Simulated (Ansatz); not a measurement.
Ligand exchange: InH2(OH) + MgH(SH) → InH2(SH) + MgH(OH)

Species: InH2(OH), singlet; MgH(SH), singlet; InH2(SH), singlet; MgH(OH), singlet. The partners trade OH for SH: In–OH and Mg–SH bonds give way to In–SH and Mg–OH.

Shapes, held fixed at every level: PBE0-D4/def2-TZVP. Programs: Ansatz 0.2.0. The zero-point and thermal change to 298 K, harmonic and unscaled (PBE0-D4/def2-TZVP), is +1.3 kJ/mol.

| level | kind | ΔH(298 K) (kJ/mol) | less CCSD(T)/def2-TZVPP |
| --- | --- | --- | --- |
| HF/def2-SVP | Hartree–Fock | -64.9 | -17.5 |
| HF/def2-TZVPP | Hartree–Fock | -51.5 | -4.1 |
| SPW92/def2-TZVPP | LDA | -48.9 | -1.5 |
| r2SCAN0-D4/def2-TZVPP | global hybrid | -51.8 | -4.4 |
| MP2/def2-TZVPP | perturbation theory | -52.1 | -4.7 |
| CCSD/def2-SVP | coupled cluster or CI | -58.6 | -11.2 |
| CCSD(T)/def2-TZVPP | coupled cluster or CI | -47.4 | 0.0 |

The highest level, CCSD(T)/def2-TZVPP, gives ΔH(298 K) = -47.4 kJ/mol; the levels span -64.9 to -47.4. The column of differences is taken from that level and isn't an error. No measured value is set beside it here. For atoms past krypton def2 sets carry core potentials with scalar relativity. Outer-core shells of In, Mg are correlated in most correlated rows, in sets that cover them unevenly.

Magnesium takes the hydroxide and indium the thiolate at every level, with an exchange enthalpy of -47.4 kJ/mol at the highest. This is the hard–soft pattern: the small, strongly electropositive Mg(II) centre gains most from the compact, highly charged oxygen, while the more electronegative In(III) forms a more covalent bond and loses less on going to the larger, more polarisable sulfur. Hartree–Fock already gives the full preference, which suggests that it stems mainly from electrostatics and orbital overlap rather than from correlation.

The basis set matters more than the treatment of correlation. Hartree–Fock moves from -64.9 to -51.5 kJ/mol between the two sets, whereas all the def2-TZVPP results lie close together. The strongly exothermic CCSD value therefore probably reflects its small basis rather than the missing triples. The closeness of LDA to CCSD(T) probably owes much to cancellation between similar bonds on the two sides, and doesn't vouch for its separate bond energies. As an exchange enthalpy fixes only a difference of differences, it doesn't show that Mg–OH is the strongest of the four bonds.
